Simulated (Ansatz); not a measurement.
**From GeH3Cl to Ge(CH3)3Cl: predicting a member**

On one Ge centre that keeps Cl, n of the H ligands are replaced by CH3. The atomisation energy (no zero-point term) y in kJ/mol at CCSD(T)/def2-TZVPP. Shapes, held fixed at every level: PBE0-D4/def2-TZVP. Programs: Ansatz 0.2.0.

| molecule | n | y (kJ/mol) |
| --- | --- | --- |
| GeH3Cl | 0 | 1267 |
| GeH2(CH3)Cl | 1 | ? |
| GeH(CH3)2Cl | 2 | 3762 |
| Ge(CH3)3Cl | 3 | 5011 |

Q: Fit y = c + s·n to the known rows and predict GeH2(CH3)Cl.

A: 
1. Means of the 3 rows: n = 1.66667, y = 3346.7.
2. Σ(Δn)² = 4.6667, Σ(Δn·Δy) = 5823.7, so the slope is 5823.7/4.6667 = 1247.9.
3. Intercept: 3346.7 − (1247.9) × 1.66667 = 1266.9. The largest residual of the fit is 0.7.
4. GeH2(CH3)Cl: 1266.9 + (1247.9) × 1 = 2515 kJ/mol.

The run gave 2514 kJ/mol, so the prediction is off by +1 kJ/mol, at the rounding of the table. The steps are nearly additive. The slope is the difference between a Ge–CH3 and a Ge–H bond with the ligands’ own bonds. Other levels give for GeH2(CH3)Cl: PBE-D4/def2-TZVPP 2558; wB97X-V/def2-TZVPP 2566; CCSD(T)/def2-SVP 2413 kJ/mol. Relativity is left out for Ge unless named. Correlated rows may include outer-core shells of Ge, which these sets cover unevenly.

Each replacement of H by CH3 raises the atomisation energy by nearly the same amount because it makes the same local change: a Ge–H bond gives way to a Ge–C bond, and three C–H bonds are added. Those C–H bonds supply most of the slope, so 1247.9 kJ/mol is no measure of Ge–C bond strength. The long bonds around germanium probably keep methyl crowding small, while the retained chlorine leaves the polar part of the centre largely unchanged.

The close prediction supports additivity within this series, not the absolute accuracy of the energies. With CCSD(T), the smaller basis gives 2413 against 2514 kJ/mol, as expected when too few polarisation functions are available to describe electron correlation in the newly formed bond pairs. The larger set is probably still short of the basis limit, so the higher density-functional values needn't signify overbinding. A nearly constant error per methyl group would alter the slope yet leave the fit just as good.
